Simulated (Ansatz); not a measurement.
# A ladder of methods for SiH3O (SMILES O[SiH2])

SiH3O has 5 atoms, charge 0, and is taken as a doublet. As SMILES, `O[SiH2]`. The coordinates come from a GFN2-xTB relaxation. This is one conformer, not always the lowest.

```xyz
5

O     0.5573   -0.4338    0.7985
Si    0.0019    0.3419   -0.5339
H     0.7257   -1.3707    0.8148
H    -1.2448   -0.2536   -1.0008
H    -0.0401    1.7160   -0.0786
```

Quantity: the energy change with the Si2–H5 bond stretched from 1.448 to 2.172 Å, in eV. The values are calculated.

| level | kind | program | value (eV) | less FCI/STO-3G |
| --- | --- | --- | --- | --- |
| UHF/STO-3G | Hartree–Fock | Ansatz | 2.88 | +0.42 |
| U-revPBE/STO-3G | GGA | Ansatz | 2.28 | -0.18 |
| UBLYP/STO-3G | GGA | Ansatz | 2.22 | -0.24 |
| UB2PLYP/STO-3G | double hybrid | Ansatz | 2.69 | +0.23 |
| RPA@PBE/STO-3G | RPA | Ansatz | 2.44 | -0.02 |
| UMP2/STO-3G | perturbation theory | Ansatz | 2.92 | +0.46 |
| UCCSD(T)/STO-3G | coupled cluster or CI | Ansatz | 2.48 | +0.02 |
| FCI/STO-3G | exact in the basis | Ansatz | 2.46 | 0.00 |

FCI/STO-3G is exact within its basis and frozen core, so for wave-function methods in that basis the difference is their error; functionals converge differently with the basis, so for them it is only a difference. The first shape isn't each level's own minimum. The values span 2.22 to 2.92 eV. Spin contamination of the reference (⟨S²⟩ at least 0.1 too high) touches UHF/STO-3G, UB2PLYP/STO-3G, UMP2/STO-3G, UCCSD(T)/STO-3G. All rows use very small basis sets, so none should be taken for the real molecule's value.

Stretching the Si–H bond costs 2.46 eV in the exact treatment within this basis, against 2.88 eV in UHF, so correlation stabilises the stretched structure more than the initial one. This is what a breaking σ bond should show: as the overlap falls, the σ and σ* levels approach each other and configurations with the antibonding orbital occupied gain weight. UMP2 misses this differential effect and even raises the cost slightly, to 2.92 eV, probably because low-order perturbation theory on a spin-mixed reference recovers too little of the correlation in the stretched bond. UCCSD(T) brings the error down to +0.02 eV, so higher-order correlation matters here far more than the second-order term alone suggests. The closeness of RPA to FCI is no comparable proof of accuracy, since it may owe something to cancellation between basis and method. The energies describe a partly stretched bond and not a dissociation limit, so they don't give the Si–H bond strength relative to hydroxysilylene and a hydrogen atom.
